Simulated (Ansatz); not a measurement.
## Equilibrium of AlH3(NH3) ⇌ AlH3 + NH3 at process temperatures

Species: AlH3(NH3), singlet; AlH3 `[AlH3]`, singlet; NH3 (ammonia) `N`, singlet. 

The electronic reaction energy at CCSD(T)/CBS estimate is +124.6 kJ/mol. Shapes: PBE0-D4/def2-TZVP. Programs: Ansatz 0.2.0. Enthalpy and entropy come from rigid-rotor, harmonic-oscillator sums on unscaled PBE0-D4/def2-TZVP wavenumbers, ideal gases at 1 bar. Symmetry numbers: AlH3(NH3) 3, AlH3 6, NH3 3. R = 8.3145 J/(mol K).

| T (K) | ΔH (kJ/mol) | ΔS (J/(mol K)) |
| --- | --- | --- |
| 500 | +113.0 | +127.7 |
| 700 | +110.9 | +124.1 |
| 900 | ? | ? |

Question: Work out ln K at 500 and 700 K, and from these estimate it at 900 K.

Answer: 
1. 500 K: ΔG = +113.0 − 500 × (+127.7)/1000 = +49.1 kJ/mol; ln K = −ΔG/RT = -11.81.
2. 700 K: ΔG = +110.9 − 700 × (+124.1)/1000 = +24.0 kJ/mol; ln K = −ΔG/RT = -4.12.
3. Slope against 1000/T: (-4.12 − (-11.81))/(1.4286 − 2.0000) = -13.46, that is −ΔH/R with ΔH near +112 kJ/mol.
4. 900 K: ln K = -11.81 + (-13.46) × (1.1111 − 2.0000) = +0.15.

The full sums give ΔH = +108.2 kJ/mol, ΔS = +120.8 J/(mol K), ΔG = -0.5 kJ/mol and ln K = +0.07 at 900 K, so the line is off by +0.08 in ln K; without rounding the miss is +0.09, from the change of ΔH with temperature. The products are favoured at 1 bar above about 900 K, give or take 85 K for 10 kJ/mol in the energy. The number of molecules rises, which sets the sign of ΔS, and lower pressure favours the products. An error of 10 kJ/mol in the energy moves ln K by 1.3 at 900 K. Soft modes are treated as harmonic, which can err either way at these temperatures; the lowest are those of AlH3(NH3) (130 cm⁻¹). AlH3 would pair up to its dimer, which this equilibrium leaves out. The CBS estimate extrapolates MP2 from def2-TZVPP and def2-QZVPP and adds CCSD(T) − MP2 in the triple-zeta set, cores frozen.

Dissociation is strongly uphill at 500 K and close to balanced at 900 K, because the entropy gain offsets the cost of breaking a fairly strong dative bond. In that bond the nitrogen lone pair donates into the empty, largely Al 3p orbital of planar AlH3, with a sizeable electrostatic contribution from the polar Al–N contact. Part of the interaction is spent on pyramidalising the alane, and this is recovered when the fragments separate.

The entropy gain comes mainly from turning relative vibrations of the adduct into free translation and rotation. Those vibrations, once thermally excited, hold more heat than the motions replacing them, so both ΔH and ΔS fall on heating. This is why the straight line slightly overestimates ln K at 900 K.

The results support thermal weakening of adduct formation, but not clean release of ammonia as the actual decomposition path. With hydridic Al–H and protic N–H bonds in one molecule, loss of H2 to give aminoalanes is a well-known competing route that this equilibrium doesn't test.
